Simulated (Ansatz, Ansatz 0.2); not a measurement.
# The $^{51}$V quadrupolar coupling in vanadinite: relaxed geometry, functional and quadrupole moment

## What was measured

The quantity is the size of the quadrupolar coupling constant $|eQV_{zz}/h|$ of $^{51}$V in vanadinite, Pb$_5$(VO$_4$)$_3$Cl. It was obtained by NMR on a natural single crystal, where the quadrupolar splittings are followed as the crystal is turned in the field. The value is taken from Bräuniger, "High-Precision Determination of NMR Interaction Parameters by Measurement of Single Crystals: A Review of Classical and Advanced M", Molecules 29, 4148 (2024); PMC11397636. It is quoted there from earlier work. The temperature is not given with the value, nor is the composition of the crystal; natural vanadinite often carries some arsenic or phosphorus on the vanadium site. The sign of the coupling is not compared here.

| compared with | measured | method |
| --- | --- | --- |
| size of the quadrupolar coupling constant eQVzz/h of 51V at site V (MHz) | 2.52 | single crystal |

Conditions are those given with the value in the passage it was taken from; "not stated" means there, and the paper may say more elsewhere.

## Approach

I want $|C_Q|$ of $^{51}$V within 10 % of experiment, about 0.25 MHz. The tabulated quadrupole moment of a heavier nucleus and the PAW data can each contribute several per cent or more, so 10 % is a demanding but sensible test of the calculated gradient.

The model is the ordered, stoichiometric crystal in $P6_3/m$ with 42 atoms, static and without spin-orbit coupling. All vanadium sites are equivalent and lie on a mirror plane. The gradient there depends on small distortions of the VO$_4$ tetrahedron, so the oxygen positions come first. I shall keep the measured cell, relax the atoms in it, and compute the gradient on that geometry. Then I shall tighten the numerical settings and put one other functional beside the result. Thermal motion is left out; it usually changes such a coupling by a few per cent, and I apply no correction for it.

System: V3Pb5ClO12 (Vanadinite), P6_3/m; P6_3/m (no. 176), 42 atoms in the primitive cell, conventional a, b, c = 10.33, 10.33, 7.343 A; measured cell of a crystallographic database; structure from the Crystallography Open Database; note on this database entry: old oxygen sites.

## 1. Relaxed atoms in the measured cell

I start with PBEsol for both the relaxation and the gradient. Taking the diffraction coordinates as they stand would save the relaxation, but light oxygen beside lead is hard to locate, and a small error in a V–O bond or angle goes straight into $V_{zz}$. Relaxing the cell as well would add the functional's error in the lattice constants. I expect a coupling of a few MHz, as suits a nearly regular tetrahedron.

**Run 1.** Ansatz 0.2: relaxation with PBEsol: atoms relaxed, 2x2x3 k mesh, PAW set soft_2.

Key lines of the input:
```
# cell (primitive): 10.3310 10.3310 7.3430 A, 90.00 90.00 120.00 deg
# sites: Pb1 0.0107 0.7549 0.7500; Pb2 0.3333 0.6667 0.4946; V 0.3787 0.9741 0.7500; Cl 0.0000 0.0000 0.5000; O1 0.7127 0.0939 0.4537; O2 0.4604 0.8598 0.7500; O3 0.5005 0.1696 0.7500
kpoints:
  mp_grid: { grid: [2, 2, 3] }
scf:
  occupations: { method: fixed }
hamiltonian:
  xc: pbesol
relax:
  f_tol: 0.01
  max_steps: 90
output:
  forces: true
```

Command:
```
ansatz run input.yaml --threads 4 --pin off --max-ram 24576MiB --backend cpu --events-out ev --progress --plain --runs-dir out
```

Selected lines of the output:
```
relax step   1: F+E_penalty+E_count = -150457.11047309 eV  Δ(F+E_penalty+E_count) = +0.000e0 eV  max|allowed force component| = 2.489e0 eV/Å  Δτ_max …
```

Converged; 76 s on 4 cores of Arm Neoverse V2, shared host.

**Run 2.** Ansatz 0.2: PAW field gradients, PBEsol, atoms relaxed with PBEsol in the measured cell, 3x3x3 k mesh, 420 eV, PAW set soft_2.

Key lines of the input:
```
# cell (primitive): 10.3310 10.3310 7.3430 A, 90.00 90.00 120.00 deg
# sites: Pb1 0.0251 0.7655 0.7500; Pb2 0.3333 0.6667 0.4910; V 0.3836 0.9715 0.7500; Cl 0.0000 0.0000 0.5000; O1 0.7318 0.0888 0.4353; O2 0.4811 0.8751 0.7500; O3 0.5033 0.1609 0.7500
kpoints:
  mp_grid: { grid: [3, 3, 3] }
scf:
  occupations: { method: fixed }
hamiltonian:
  xc: pbesol
output:
  efg: { quadrupole_moments_barn: { V: -0.052, Cl: -0.08112, O: -0.02558 } }
```

Selected lines of the output:
```
atom 11 V V_zz = -2.318097 η = 0.0085 by run symmetry: allowed C_q = +2.9147 MHz
```

Converged; took 17 s. Warnings: gradients_without_spin_orbit (in short: Electric field gradients are read without spin–orbit coupling, so gradients at and next to the affected atoms can shift by several per cent, up to a factor of two).

| quantity | run 1 | run 2 | measured |
| --- | --- | --- | --- |
| size of the quadrupolar coupling constant eQVzz/h of 51V at site V (MHz) | – | 2.915 | 2.52 |
| edge a of the conventional cell that the run used (Å) | 10.331 | 10.331 |  |
| edge c of the conventional cell that the run used (Å) | 7.343 | 7.343 |  |

The coupling comes out at 2.915 MHz against the measured 2.52, about 16 % too large and outside the target. The tensor is almost axial, with $\eta$ = 0.0085.

The relaxation was needed. The diffraction coordinates start with a largest force of 2.489 eV/Å, and the oxygen on the general position moves by roughly 0.3 Å. A gradient on the unrelaxed coordinates would have little meaning.

The warning concerns the missing spin–orbit coupling, which can shift gradients at the heavy atoms and next to them by several per cent, and in bad cases by up to a factor of two. Vanadium is light and has oxygen between it and the lead, so I expect the effect there to be at the small end, but no run here measures it.

## 2. Cutoff and k mesh

Before I blame the functional, the gradient has to stand on firm settings. I raise the cutoff to 900 eV and, separately, the mesh to 4x4x5, both on the same relaxed atoms. For a closed-shell insulator with a cell this large I expect the mesh to do almost nothing; the cutoff is the more likely of the two to matter, with oxygen 2p and vanadium 3d states to describe.

**Run 3.** Ansatz 0.2: PAW field gradients, PBEsol, atoms relaxed with PBEsol in the measured cell, 3x3x3 k mesh, 900 eV, PAW set soft_2.

Key lines of the input, as changed from run 2:
```diff
+ basis:
+   ecutwfc: 900
```

Selected lines of the output:
```
atom 11 V V_zz = -2.316084 η = 0.0076 by run symmetry: allowed C_q = +2.9121 MHz
```

Converged; took 47 s. Warnings: gradients_without_spin_orbit.

**Run 4.** Ansatz 0.2: PAW field gradients, PBEsol, atoms relaxed with PBEsol in the measured cell, 4x4x5 k mesh, 420 eV, PAW set soft_2.

Key lines of the input, as changed from run 2:
```diff
  kpoints:
-   mp_grid: { grid: [3, 3, 3] }
+   mp_grid: { grid: [4, 4, 5] }
```

Selected lines of the output:
```
atom 11 V V_zz = -2.318174 η = 0.0085 by run symmetry: allowed C_q = +2.9148 MHz
```

Converged; took 29 s. Warnings: gradients_without_spin_orbit.

| quantity | run 3 | run 4 | measured |
| --- | --- | --- | --- |
| size of the quadrupolar coupling constant eQVzz/h of 51V at site V (MHz) | 2.912 | 2.915 | 2.52 |
| edge a of the conventional cell that the run used (Å) | 10.331 | 10.331 |  |
| edge c of the conventional cell that the run used (Å) | 7.343 | 7.343 |  |

Neither setting accounts for the miss. The higher cutoff lowers the coupling by only 0.003 MHz, and the denser mesh leaves it at 2.915 MHz. The excess of about 0.4 MHz therefore lies elsewhere: in the relaxed geometry, the functional, the quadrupole moment, the PAW data, the missing spin–orbit coupling, or the difference between a static ideal crystal and the natural one. These two tests concern the gradient on fixed atoms; the settings of the relaxation itself are untested.

## 3. r2SCAN, with the geometry separated

The neighbouring level I want is r2SCAN, which describes the V–O bond differently from PBEsol. I compute its gradient twice in the measured cell, once on the PBEsol atoms and once on atoms relaxed with r2SCAN itself. The first shows what the functional does to the charge density at fixed atoms, the second adds what it does to the tetrahedron. Since the gradient is so sensitive to the oxygen positions, I expect the geometry to make the larger difference, but I would not bet on its sign.

**Run 5.** Ansatz 0.2: PAW field gradients, r2SCAN, atoms relaxed with PBEsol in the measured cell, 3x3x3 k mesh, 500 eV, PAW set soft_2.

Key lines of the input, as changed from run 2:
```diff
  hamiltonian:
-   xc: pbesol
+   xc: r2scan
```

Selected lines of the output:
```
atom 11 V V_zz = -2.404666 η = 0.0089 by run symmetry: allowed C_q = +3.0235 MHz
```

Converged; took 34 s. Warnings: gradients_without_spin_orbit.

**Run 6.** Ansatz 0.2: relaxation with r2SCAN: atoms relaxed, 2x2x3 k mesh, PAW set soft_2.

Key lines of the input, as changed from run 1:
```diff
  hamiltonian:
-   xc: pbesol
+   xc: r2scan
```

Converged; took 2.8 min.

**Run 7.** Ansatz 0.2: PAW field gradients, r2SCAN, atoms relaxed with r2SCAN in the measured cell, 3x3x3 k mesh, 500 eV, PAW set soft_2.

Key lines of the input:
```
# cell (primitive): 10.3310 10.3310 7.3430 A, 90.00 90.00 120.00 deg
# sites: Pb1 0.0191 0.7615 0.7500; Pb2 0.3333 0.6667 0.4905; V 0.3833 0.9728 0.7500; Cl 0.0000 0.0000 0.5000; O1 0.7317 0.0893 0.4349; O2 0.4836 0.8797 0.7500; O3 0.5002 0.1631 0.7500
kpoints:
  mp_grid: { grid: [3, 3, 3] }
scf:
  occupations: { method: fixed }
hamiltonian:
  xc: r2scan
output:
  efg: { quadrupole_moments_barn: { V: -0.052, Cl: -0.08112, O: -0.02558 } }
```

Selected lines of the output:
```
atom 11 V V_zz = -2.291203 η = 0.0693 by run symmetry: allowed C_q = +2.8809 MHz
```

Converged; took 32 s. Warnings: gradients_without_spin_orbit.

| quantity | run 5 | run 6 | run 7 | measured |
| --- | --- | --- | --- | --- |
| size of the quadrupolar coupling constant eQVzz/h of 51V at site V (MHz) | 3.024 | – | 2.881 | 2.52 |
| edge a of the conventional cell that the run used (Å) | 10.331 | 10.331 | 10.331 |  |
| edge c of the conventional cell that the run used (Å) | 7.343 | 7.343 | 7.343 |  |

With r2SCAN throughout the coupling is 2.881 MHz, still 14 % too large. The near agreement with PBEsol hides two opposing changes. On the same atoms r2SCAN raises the coupling by 0.109 MHz; its own relaxation then lowers it by 0.143 MHz. Geometry is the larger term, though not by much.

The coordinates show where the two relaxations differ. The lead on the mirror plane sits about 0.05 Å apart in the two structures, and the two mirror-plane oxygens differ by about as much. Compared with diffraction, PBEsol has moved that lead by about 0.13 Å and r2SCAN by about 0.08 Å. That is a lot for lead, which X-rays locate far more easily than oxygen, and it makes the geometry worth another look.

## 4. How far the geometry can move it

I now take the PBEsol gradient on two other structures: the diffraction coordinates as they stand, and a full relaxation of atoms and cell. The first I skipped at the start and still do not regard as a better structure, given the forces on it; it serves to show how strongly the coupling responds to shifts of this size. The second tests whether holding the measured cell strains the tetrahedron. I expect a large change from the first and a small one from the second.

**Run 8.** Ansatz 0.2: PAW field gradients, PBEsol, measured structure, 3x3x3 k mesh, 420 eV, PAW set soft_2.

Key lines of the input:
```
# cell (primitive): 10.3310 10.3310 7.3430 A, 90.00 90.00 120.00 deg
# sites: Pb1 0.0107 0.7549 0.7500; Pb2 0.3333 0.6667 0.4946; V 0.3787 0.9741 0.7500; Cl 0.0000 0.0000 0.5000; O1 0.7127 0.0939 0.4537; O2 0.4604 0.8598 0.7500; O3 0.5005 0.1696 0.7500
kpoints:
  mp_grid: { grid: [3, 3, 3] }
scf:
  occupations: { method: fixed }
hamiltonian:
  xc: pbesol
output:
  efg: { quadrupole_moments_barn: { V: -0.052, Cl: -0.08112, O: -0.02558 } }
```

Selected lines of the output:
```
atom 11 V V_zz = +8.569308 η = 0.2107 by run symmetry: allowed C_q = -10.7747 MHz
```

Converged; took 18 s. Warnings: gradients_without_spin_orbit.

**Run 9.** Ansatz 0.2: relaxation with PBEsol: atoms and cell relaxed, 2x2x3 k mesh, PAW set soft_2.

Key lines of the input, as changed from run 1:
```diff
  relax:
+   cell: {}
```

Selected lines of the output:
```
relax step   1: F+E_penalty+E_count = -150457.11047312 eV  Δ(F+E_penalty+E_count) = +0.000e0 eV  max|allowed force component| = 2.489e0 eV/Å  Δτ_max …
```

Converged; took 2.4 min.

**Run 10.** Ansatz 0.2: PAW field gradients, PBEsol, atoms and cell relaxed with PBEsol, 2x2x3 k mesh, 420 eV, PAW set soft_2.

Key lines of the input:
```
# cell (primitive): 10.4200 10.4200 7.1849 A, 90.00 90.00 120.00 deg
# sites: Pb1 0.0287 0.7674 0.7500; Pb2 0.3333 0.6667 0.4924; V 0.3858 0.9716 0.7500; Cl 0.0000 0.0000 0.5000; O1 0.7293 0.0881 0.4389; O2 0.4810 0.8744 0.7500; O3 0.5053 0.1587 0.7500
kpoints:
  mp_grid: { grid: [2, 2, 3] }
scf:
  occupations: { method: fixed }
hamiltonian:
  xc: pbesol
output:
  efg: { quadrupole_moments_barn: { V: -0.052, Cl: -0.08112, O: -0.02558 } }
```

Converged; took 12 s. Warnings: gradients_without_spin_orbit.

| quantity | run 8 | run 9 | run 10 | measured |
| --- | --- | --- | --- | --- |
| size of the quadrupolar coupling constant eQVzz/h of 51V at site V (MHz) | 10.775 | – | 3.162 | 2.52 |
| edge a of the conventional cell that the run used (Å) | 10.331 | 10.420 | 10.420 |  |
| edge c of the conventional cell that the run used (Å) | 7.343 | 7.185 | 7.185 |  |

On the diffraction coordinates the coupling is 10.775 MHz in size, more than four times the measured value, and $V_{zz}$ has the opposite sign to that on the relaxed atoms. These coordinates are useless for the gradient, and the first relaxation was indispensable.

Relaxing the cell as well takes the coupling to 3.162 MHz, about 25 % above experiment. I had expected a small change; it is 0.247 MHz, as large as the whole tolerance. PBEsol lengthens $a$ by 0.9 % and shortens $c$ by 2.2 %, so the measured cell is the better choice here. Holding it is not what makes the coupling too large, since releasing it makes the miss worse.

The response to geometry is strong enough that a modest error in the relaxed positions could account for the remaining excess. That is a conjecture: none of the structures I tried brings the coupling within 10 % of experiment.

## All runs against the measurement

| run | settings | size of the quadrupolar coupling constant eQVzz/h of 51V at site V (MHz) | deviation | cost |
| --- | --- | --- | --- | --- |
| 1 | relaxation with PBEsol: atoms relaxed, 2x2x3 k mesh | – |  | 5.1 core-min |
| 2 | PAW field gradients, PBEsol, atoms relaxed with PBEsol in the measured cell, 3x3x3 k mesh, 420 eV | 2.915 | +0.395 (+15.7 %) | 67 core-s |
| 3 | PAW field gradients, PBEsol, atoms relaxed with PBEsol in the measured cell, 3x3x3 k mesh, 900 eV | 2.912 | +0.392 (+15.6 %) | 3.1 core-min |
| 4 | PAW field gradients, PBEsol, atoms relaxed with PBEsol in the measured cell, 4x4x5 k mesh, 420 eV | 2.915 | +0.395 (+15.7 %) | 1.9 core-min |
| 5 | PAW field gradients, r2SCAN, atoms relaxed with PBEsol in the measured cell, 3x3x3 k mesh, 500 eV | 3.024 | +0.504 (+20.0 %) | 2.2 core-min |
| 6 | relaxation with r2SCAN: atoms relaxed, 2x2x3 k mesh | – |  | 11 core-min |
| 7 | PAW field gradients, r2SCAN, atoms relaxed with r2SCAN in the measured cell, 3x3x3 k mesh, 500 eV | 2.881 | +0.361 (+14.3 %) | 2.1 core-min |
| 8 | PAW field gradients, PBEsol, measured structure, 3x3x3 k mesh, 420 eV | 10.775 | +8.255 (+327.6 %) | 71 core-s |
| 9 | relaxation with PBEsol: atoms and cell relaxed, 2x2x3 k mesh | – |  | 9.7 core-min |
| 10 | PAW field gradients, PBEsol, atoms and cell relaxed with PBEsol, 2x2x3 k mesh, 420 eV | 3.162 | +0.642 (+25.5 %) | under 1 core-min |
|  | measured | 2.52 |  |  |

## Conclusion

The run I committed to, PBEsol gradients on PBEsol-relaxed atoms in the measured cell, misses the 10 % target: 2.915 MHz against 2.52, or 15.7 % too large. It cost 67 core-seconds after a relaxation of 5.1 core-minutes. r2SCAN throughout gives 2.881 MHz and misses too; the two are too close to rank.

The miss holds for the quadrupole moment used, −0.052 barn. Another tabulated value, −0.043 barn, would lower every coupling by about 17 % and bring the PBEsol result to roughly 2.4 MHz, inside the target. The miss therefore cannot be charged to the functional, and one coupling constant cannot decide between the moments.

Relaxing the atoms was the decisive step: the diffraction coordinates give 10.775 MHz and a gradient of opposite sign. Relaxing the cell as well raised the coupling to 3.162 MHz. The higher cutoff and denser mesh hardly changed the gradient on fixed atoms, but the relaxation's own settings remain untested. In r2SCAN, a larger coupling at fixed atoms is offset by the change in geometry, so its closeness to PBEsol is partly a cancellation.

Other PAW data could shift the result by several per cent or more, in either direction. Thermal motion probably matters by a few per cent; the effects of spin–orbit coupling and of arsenic or phosphorus in the natural crystal are unknown here in both sign and size. A gradient calculation with an independent all-electron method would be the most useful next test.

[Logs are printed without paths, hosts, clocks, repeated set-up lines and the standing remarks that a program may print on its own settings, such as how far it seeks lower states.]

[The runs shown are a pick from a larger set of finished runs; failed, doubtful and other runs were left out of it ahead of writing. So were measured values far from every level or from commonly accepted values, and agreement can look better than it is. Lines of input and output are excerpts and may be shortened.]
